## Question

The molecule below has a three-membered ring made of P8 and the doubly bonded carbons C3 and C4. C3 carries a vinyl group, whose inner carbon is C2 and whose outer carbon is C1. C4 carries an isopropyl group, with C5 at its centre and two methyl carbons listed together as C6. The phosphorus carries the methyl carbon C9.

NMR shieldings of C8H13P (SMILES C=CC1=C(C(C)C)P1C) from PySCF 2.14.0: GIAO PBE0/pcSseg-1 with density fitting, gas phase, GFN2-xTB geometry. Shifts are relative to PH3 for 31P and TMS for 13C and 1H, at the same level; span is the highest less the lowest principal shielding. Atoms are numbered in SMILES order, hydrogens last; equivalent atoms are averaged.

| atom | equivalent | bonded to | shift (ppm) | shielding (ppm) | paramagnetic part (ppm) | span (ppm) | IAO charge (e) |
| --- | --- | --- | --- | --- | --- | --- | --- |
| C1 | 1 | C H H | 132.7 | 54.2 | -200.5 | 215 | -0.29 |
| C2 | 1 | C C H | 131.2 | 55.7 | -199.8 | 230 | -0.15 |
| C3 | 1 | C C P | 131.3 | 55.6 | -208.2 | 217 | -0.16 |
| C4 | 1 | C C P | 151.4 | 35.5 | -229.4 | 218 | -0.14 |
| C5 | 1 | C C C H | 34.0 | 152.9 | -92.7 | 20 | -0.10 |
| C6 | 2 | C H H H | 22.9 | 164.0 | -84.2 | 34 | -0.41 |
| P8 | 1 | C C C | 75.5 | 535.9 | -431.8 | 708 | 0.39 |
| C9 | 1 | H H H P | 24.5 | 162.4 | -93.8 | 71 | -0.62 |
| H10 | 1 | C | 5.9 | 25.8 | -6.2 | 8 | 0.16 |
| H11 | 1 | C | 6.0 | 25.7 | -2.8 | 5 | 0.16 |
| H12 | 1 | C | 7.4 | 24.3 | -8.4 | 9 | 0.15 |
| H13 | 1 | C | 2.9 | 28.8 | -3.6 | 8 | 0.15 |
| H14 | 6 | C | 1.4 | 30.3 | -0.3 | 10 | 0.14 |
| H20 | 3 | C | 0.7 | 31.0 | -1.1 | 10 | 0.15 |

The shift is the shielding of a reference nucleus less the shielding here, so a less shielded nucleus has a higher shift. Treat the carbons only, since they share one reference.

(a) State a simple rule that sorts the carbon shifts by the number of bonded neighbours. Which carbon with three neighbours departs from it, and by how much?

(b) Does the IAO charge, the net charge assigned to each atom, account for the departure?

(c) Which part of the shielding produces it?

(d) Name a chemical cause and estimate its size.

## Model answer

**(a) The rule and its exception.** Carbons with three bonded neighbours have shifts above 130 ppm, and carbons with four have shifts of 34 ppm or less. The simplest smooth model gives every carbon within a group the same shift. C1, C2 and C3 fit it well, for they lie within 1.5 ppm of one another. C4 lies about 20 ppm above their mean.

The wide gap between the groups has a well-known origin. An applied magnetic field mixes some empty orbital character into the occupied orbitals, and the resulting current around the nucleus usually lowers the shielding. This is the paramagnetic part. A carbon in a double bond has an empty π* orbital at low energy, so the mixing is easy. A carbon with four single bonds has only higher empty orbitals to mix with, and its paramagnetic part is less than half as large.

The best partner for studying C4 is C3. Both belong to the same ring and the same double bond, and both are bonded to two carbons and the phosphorus. Their shifts nevertheless differ by 20 ppm. Ring strain and the phosphorus atom are common to both, so neither is enough by itself to tell them apart.

**(b) The charge.** It does not. A popular picture holds that a carbon with more electrons is better shielded, but C3 and C4 differ in charge by only 0.02 e. The picture also fails where the charges do differ. C1 is more negative than C2 by 0.14 e and should be better shielded, yet the two shifts are almost the same.

The reason is that the net charge records mainly which atoms are attached. Carbon attracts electrons more strongly than hydrogen or phosphorus does, and it gains between 0.10 and 0.16 e for each such neighbour. C9 has four of them and is therefore the most negative carbon. The shift responds to something else: how easily the field can set the electrons close to the nucleus in motion.

**(c) The part of the shielding.** From C3 to C4 the paramagnetic part becomes more negative by 21 ppm. The remainder of the shielding, called the diamagnetic part, changes by only about 1 ppm. How a shielding is divided into these parts depends on a convention of the calculation. The comparison is still useful here, because the two atoms have such similar surroundings.

The shielding also depends on the direction of the field, and the same calculation gives its three principal values. All three are lower at C4 than at C3, the middle one by 41 ppm and the outer two by about 10 ppm each. Their average falls by 20 ppm, which is the difference in shift. The span measures only the distance between the outer two, so it is almost the same for both atoms and hides the effect.

In simple alkenes the middle value usually belongs to a field along the double bond. Such a field mixes the π orbitals with orbitals of the single bonds that leave the carbon sideways, and those bonds include the one to the substituent. If the same assignment holds in this ring, which is a guess, a change of substituent can act directly on the middle value.

**(d) The chemical cause.** C3 and C4 differ in the group that each carries. Simple alkenes show what such groups do. An alkyl group raises the shift of the carbon that carries it and lowers the shift of the carbon at the other end of the double bond. The usual explanation is that the bonds of the alkyl group push π electrons towards the far end, while its carbon atoms lower the shielding of the nearer one. The net charge adds up all the electrons of an atom, so it need not show a movement of the π electrons alone. A branched group such as isopropyl does this strongly. Vinyl acts in the same sense but more weakly.

Rough recalled values from open-chain alkenes allow an estimate. Isopropyl raises its own carbon by about 23 ppm and lowers the partner by about 12 ppm. For vinyl the two effects are about 14 and 7 ppm. Each ring carbon feels its own group directly and the other group across the double bond. If the effects add, and if the ring and the phosphorus act equally on both carbons, the difference in shift $\delta$ is

$$
\delta(\mathrm{C4})-\delta(\mathrm{C3}) \approx (23-7)-(14-12) = 14\ \text{ppm}.
$$

The calculated difference is 20 ppm. The estimate thus has the right sign and reaches about 70 % of the calculated value, with no number adjusted to this molecule. The usual effects of the two groups can therefore account for most of the break, provided that they carry over from open chains to this ring. The remaining 6 ppm are not assigned to a cause here. The recalled values are rough, the calculation holds both groups in one fixed position, and an open-chain alkene has neither a strained ring nor a phosphorus atom through which the two groups could influence each other.

## Remarks on the reasoning

**Choose the comparison before the cause.** It is tempting to explain the high shift of C4 by its place in a strained ring next to phosphorus. C3 is the control that exposes the weakness of this answer, because it has the same place and lacks the high shift. A good answer looks for what differs between the two atoms, and that difference begins one bond further out than the list of bonded atoms reaches.

**Keep calculation and argument apart.** The table shows that C4 stands out, that its net charge is ordinary and that its paramagnetic part is the largest of any carbon here. That the difference comes from the two groups follows from symmetry: with the same group on both carbons, and averaged over its rotations, the two ends of the double bond would be equivalent and the difference would vanish. How the groups act, and how much each contributes, is an argument by analogy, supported by the estimate. A direct test would replace one group at a time by hydrogen and calculate the shifts of both ring carbons again.

**Do not trust the smooth model too far.** The close agreement of C1, C2 and C3 looks like a natural base value for a carbon with three neighbours, but it is not one. In butadiene, the simplest molecule with a vinyl group on a double bond, the inner carbon lies roughly 20 ppm above the outer one. Here C2 and C1 are level. The ring may draw π electrons away from the outer carbon, as the carbonyl group of an acrylate ester does, though this remains a guess. The size of the break is therefore better taken from C3 than from the mean of three carbons whose agreement is a coincidence.

**Apply the same habit to the other group.** Among the carbons with four neighbours, C5 lies 11 ppm above C6. C5 is bonded to three carbons and C6 to only one, and each further attached carbon is known to raise the shift of a saturated carbon by several ppm. Once again the number of neighbours fixes the broad region of the shift, while the kind of neighbour fixes the place within it.

**Know which differences deserve a cause.** The calculation uses one fixed shape of the molecule, whereas in reality the vinyl and isopropyl groups turn. Calculated shifts of doubly bonded carbons also tend to come out somewhat high at this level, an error that should largely cancel between C3 and C4. A difference of 20 ppm between such similar atoms is safe to interpret, but the order of C1, C2 and C3 is not. The differences used in this answer are printed after the text.

The analysis program printed:

```
mean shift of C1, C2 and C3 (ppm): 131.7
range of shift among C1, C2 and C3 (ppm): 1.5
C4 above that mean (ppm): 19.67
lowest three-neighbour shift less highest four-neighbour shift (ppm): 97.2
shift, C4 less C3 (ppm): 20.1
paramagnetic part, C4 less C3 (ppm): -21.2
diamagnetic part, C4 less C3 (ppm): 1.1
IAO charge, C4 less C3 (e): 0.02
span, C4 less C3 (ppm): 1
lowest principal value, C4 less C3 (ppm): -10.04
middle principal value, C4 less C3 (ppm): -41.08
highest principal value, C4 less C3 (ppm): -9.257
share of the middle principal value in the fall of the mean (percent): 68.04
estimate of C4 less C3 from rough recalled substituent increments (ppm): 14
gap left over by the estimate (ppm): 6.1
shift, C1 less C2 (ppm): 1.5
IAO charge, C1 less C2 (e): -0.14
shift, C9 less C6 (ppm): 1.6
IAO charge, C9 less C6 (e): -0.21
shift, C5 less C6 (ppm): 11.1
most negative carbon charge per H or P neighbour (e): -0.16
least negative carbon charge per H or P neighbour (e): -0.1
```
